The quantity followed here is the spin gap of an orbital, $\Delta_i=\varepsilon_{i\beta}-\varepsilon_{i\alpha}$, the difference between the energies that one orbital label has in the two spins. The energies are Kohn–Sham eigenvalues of a spin-unrestricted PBE determinant for BAs⁻, in which α and β electrons have separate orbitals. Filling is 1 or 0, the main shell is the atomic shell with the largest Mulliken population, "its share" is that population, and the first atom is boron. The determinant has 20 α and 19 β electrons with the odd one in 10σ, a $^2\Sigma^+$ state with $\langle S^2\rangle$ within 0.02 of the 0.75 of a pure doublet. Energies are printed to 0.01 eV, so each gap is known to about 0.01 eV.

Outer Kohn–Sham orbitals of BAs⁻ (doublet, bond length 1.809 Å), computed with PySCF 2.14.0 at the spin-unrestricted PBE/aug-cc-pVDZ-DK level with the spin-free X2C-1e Hamiltonian, no spin-orbit coupling and the occupation held. Shares are Mulliken populations, the main shell is the atomic shell with the largest one, and the first atom is boron.

| orbital | spin | filling | energy (eV) | main shell | its share | share on the first atom |
| --- | --- | --- | --- | --- | --- | --- |
| 3pi | alpha | 1 | -33.50 | As d | 1.00 | 0.00 |
| 3pi | alpha | 1 | -33.50 | As d | 1.00 | 0.00 |
| 1delta | alpha | 1 | -33.45 | As d | 1.00 | 0.00 |
| 1delta | alpha | 1 | -33.45 | As d | 1.00 | 0.00 |
| 8sigma | alpha | 1 | -9.26 | As s | 0.59 | 0.41 |
| 9sigma | alpha | 1 | -3.32 | B s | 0.64 | 0.62 |
| 10sigma | alpha | 1 | -0.21 | B p | 0.49 | 0.67 |
| 4pi | alpha | 1 | 0.10 | As p | 0.62 | 0.38 |
| 4pi | alpha | 1 | 0.10 | As p | 0.62 | 0.38 |
| 11sigma | alpha | 0 | 3.22 | B p | 1.51 | 1.73 |
| 5pi | alpha | 0 | 3.33 | B p | 0.79 | 0.80 |
| 5pi | alpha | 0 | 3.33 | B p | 0.79 | 0.80 |
| 7sigma | beta | 1 | -33.53 | As d | 1.00 | 0.00 |
| 3pi | beta | 1 | -33.47 | As d | 1.00 | 0.00 |
| 3pi | beta | 1 | -33.47 | As d | 1.00 | 0.00 |
| 1delta | beta | 1 | -33.45 | As d | 1.00 | 0.00 |
| 1delta | beta | 1 | -33.45 | As d | 1.00 | 0.00 |
| 8sigma | beta | 1 | -9.04 | As s | 0.64 | 0.37 |
| 9sigma | beta | 1 | -2.60 | B s | 0.49 | 0.48 |
| 4pi | beta | 1 | 0.23 | As p | 0.69 | 0.30 |
| 4pi | beta | 1 | 0.23 | As p | 0.69 | 0.30 |
| 10sigma | beta | 0 | 1.40 | B s | 0.56 | 0.94 |
| 11sigma | beta | 0 | 3.39 | B p | 1.46 | 1.82 |
| 5pi | beta | 0 | 3.63 | B p | 1.03 | 1.00 |

Both spins feel the same nuclei and the same Coulomb field, and only the exchange-correlation potential differs between them. For local exchange $v_\sigma=-c\,n_\sigma^{1/3}$, so with spin density $m=n_\alpha-n_\beta$ and total density $n$, $v_\beta-v_\alpha\approx\tfrac{c}{3}(n/2)^{-2/3}\,m$. Correlation works against exchange and shrinks this difference; it and the gradient terms of PBE are folded into the constant below. To first order, with the prefactor taken as constant,

$$\Delta_i\approx J\int|\varphi_i|^2\,m\,d^3r .$$

The lithium atom, $1s^22s^1$, is the simplest case. Its 2s level overlaps the spin density fully and splits widely, while 1s samples little of it and splits less. The analogy covers the contrast between orbitals inside and outside the spin cloud. It stops there, because lithium is spherical and has one centre, whereas the spin in BAs⁻ has a direction.

The Mulliken spin on boron is 1.00, so the simplest molecular rule is $\Delta_i=I\,w_i$, with $w_i$ the boron share averaged over both spins. A least-squares line through the origin for 8σ, 9σ, 10σ and 4π, each label counted once, gives $I=1.50$ eV and an rms miss of 0.34 eV. This is the smooth model against which the breaks are sized.

**The As 3d rows.** These have no boron share, and their gaps, 0.03 eV for 3π and 0.00 for 1δ, are as small as the rule requires; being compact, they would, like the lithium core, sample little valence spin even on the spin-bearing atom. The slight excess of 3π may reflect the spin on arsenic, which is positive in $p_\sigma$ and negative in $p_\pi$, but that is a guess about three units of the last digit. The β levels span 0.08 eV, far below the spin-orbit splitting of As 3d (roughly 0.7 eV, a recalled figure) that the calculation omits, so their fine order describes this Hamiltonian and not the molecule.

**8σ.** The first break is here. With $w=0.39$ the rule gives 0.58 eV and the table 0.22 eV, a shortfall of 0.36 eV. Boron character is present, but apparently not where the spin is, and following this up needs the shape of the densities. On one atom, write an orbital part as $a\,s+b\,p_\sigma$, assume equal radial functions for s and p, and set $u=\cos\theta$ along the axis. Its angular density is $a^2+3b^2u^2+2\sqrt3\,ab\,u$, and a π part has $\tfrac32(1-u^2)$. Averaging products over the sphere gives overlaps of 1 for s with anything, $9/5$ for $p_\sigma$–$p_\sigma$, $3/5$ for $p_\sigma$–$p_\pi$ and $6/5$ for $p_\pi$–$p_\pi$. The odd terms give $12\,t\,t'\langle u^2\rangle=4tt'$ with $t=ab$, positive when two hybrids point the same way and negative when they point apart.

The spin density can be built from the α-minus-β populations of the filled valence orbitals: on boron 0.37 in s, 0.49 in $p_\sigma$ and 0.16 in $p_\pi$, on arsenic −0.03, 0.12 and −0.14. Small shell populations are not listed by the run and were set to zero, which matters on arsenic: the three terms sum to −0.05 where the run has 0.00, and 10σ α holds 0.07 on arsenic outside its p shell, enough to turn the s term positive and to give 10σ a cross term on arsenic that the model lacks. The even factors alone hardly help 8σ, whose miss stays at 0.33 eV. The odd term does. The lowest valence σ orbital is nodeless between the nuclei, so its boron hybrid points towards arsenic, and orthogonality favours the opposite direction for 10σ, which carries most of the spin. With that choice the overlap of 8σ falls from 0.39 to 0.20, and the same four-point fit gives $J=1.16$ eV and an rms miss of 0.07 eV. Populations carry no sign, so the opposed directions are argued and assumed. The numbers favour them, since parallel lobes leave 8σ 0.40 eV below the model, but the sign is in effect a second adjustable choice for four points. Direction is also not the only cause available: 8σ lies in the dense bonding region, where $n^{-2/3}$ is small, and 10σ reaches into the thin outer lobe, where it is large. With $J$ held constant the odd term can absorb this weighting, so the 0.07 eV does not measure how much direction alone explains.

**9σ.** Of the four fitted labels this one lies closest to the smooth rule, 0.72 against 0.82 eV. Its listed boron part is s-like, and an s density samples the spin without regard to direction, which is the case that the rule describes. The label "B s" should not be read as the main atom: in β spin boron holds only 0.48. The boron share is 0.14 higher in α than in β, the usual spin polarisation, in which α orbitals lean towards the region of excess α density. The lobe model leaves 9σ 0.09 eV above it. If different 9σ/10σ mixing in the two spins were the whole reason, the sum of the two gaps would fit, yet the sum is 2.33 eV against 2.26 eV from the model, and most of the miss survives.

**10σ.** The largest gap, 1.61 eV, exceeds the smooth rule by 0.41 eV, and even that understates the break, because this row pulls the fit towards itself: a line fitted to the other three labels predicts only 0.74 eV. In the lobe model the cause is that this orbital overlaps itself. An s population on boron sees the whole boron spin, $0.37+0.49+0.16=1.02$, and a $p_\sigma$ population sees $0.37+1.8(0.49)+0.6(0.16)=1.35$. The boron s and p populations of 10σ are 0.17 and 0.49 in α and 0.56 and 0.38 in β, with means 0.37 and 0.43, so the even part is $0.37(1.02)+0.43(1.35)=0.96$, and arsenic adds 0.02. For the odd part, $t=\sqrt{sp}$ is 0.29 in α and 0.46 in β, mean 0.38, while the spin density has $t'=0.28$ (the 0.29 of 10σ α less a small opposite piece from 8σ), so $4tt'\approx0.42$. The overlap totals 1.40 and the gap $1.16\times1.40=1.62$ eV. This row was part of the fit and dominates it; fitted without it, the model predicts 1.72 eV, 0.11 eV above the table.

Two limits bite here. The β partner is empty and positive at 1.40 eV, so the basis may help to shape it, and it is mainly boron s where the α orbital is mainly boron p, which strains a first-order formula. The prefactor $n^{-2/3}$ also grows in the thin outer lobe, where the linear expansion is weakest, so $J$ is an average with no atomic meaning. The odd electron is not the whole spin on boron either: 10σ α supplies 0.67, and polarisation of 8σ, 9σ and the 4π pair supplies 0.04, 0.14 and 0.16.

**4π.** The smallest valence gap, 0.13 eV, lies 0.38 eV under the smooth rule. A π density vanishes on the axis where the spin is concentrated, which is the factor $3/5$. In addition about two thirds of the orbital sits on arsenic $p_\pi$, where polarisation has left negative $p_\pi$ spin that offsets the positive $p_\sigma$ spin. Leaving arsenic out doubles the miss of the lobe model from 0.10 to 0.20 eV, but about half of that change comes from the unlisted arsenic population that was set to zero ($1.16\times0.66\times0.07\approx0.05$ eV), so arsenic is the smaller part of this break. Even with it the model gives 0.23 eV, nearly twice the table, the worst of the fitted rows. A common $J$ for two atoms of different size and the diffuseness of this level are plausible reasons, and neither is shown.

These two gaps explain the odd order of the frontier levels, in which the singly filled orbital lies 0.44 eV below the highest filled one, 4π β. The midpoint of the 10σ pair lies 0.43 eV above that of 4π, which agrees with the hole being in 10σ. Exchange then moves each spin by half the gap, and the half-gaps differ by 0.74 eV, so 10σ ends at $0.43-0.74=-0.31$ eV relative to 4π in α and at $+1.17$ eV in β. The occupation was held, so this is consistency and no proof of the ground state. In the same calculation the order weakens on stretching: at long bond lengths the lowest empty level drops below the highest filled one, and the spin on boron falls.

All four filled 4π rows are positive. This is the known self-interaction error of PBE in anions: an electron far from the ion should see a neutral remainder, but the PBE potential leaves it repelled by the whole net charge of the anion, and the finite basis holds it in. The values are not detachment energies and do not show that the anion is unbound. The shift acts on both spins and should largely cancel in a gap.

**11σ and 5π.** These empty levels were left out of every fit, and every model fails on them: the lobe model overshoots 11σ by 2.62 eV and 5π by 0.60 eV (11σ is given no cross term, since its lobe direction is unknown). Boron shares of 1.73 and 1.82 imply negative shares on arsenic, the Mulliken artefact of overlapping diffuse functions. Positive empty levels of an anion are largely set by those functions, and a diffuse orbital assigned to boron has little density where the spin is, so the share no longer measures overlap. They are not established resonances.

For a neighbouring nine-valence-electron diatomic with a σ hole, the argument predicts the widest gap for the open σ orbital, a middling one for an s-like σ on the spin-bearing atom, and small ones for the inward-pointing σ and for π. A π hole would turn the angular factors round and favour the open π level over the $p_\sigma$ ones; the other real π component has the same factor $3/5$ as $p_\sigma$ and gains only if the hole is spread over both.
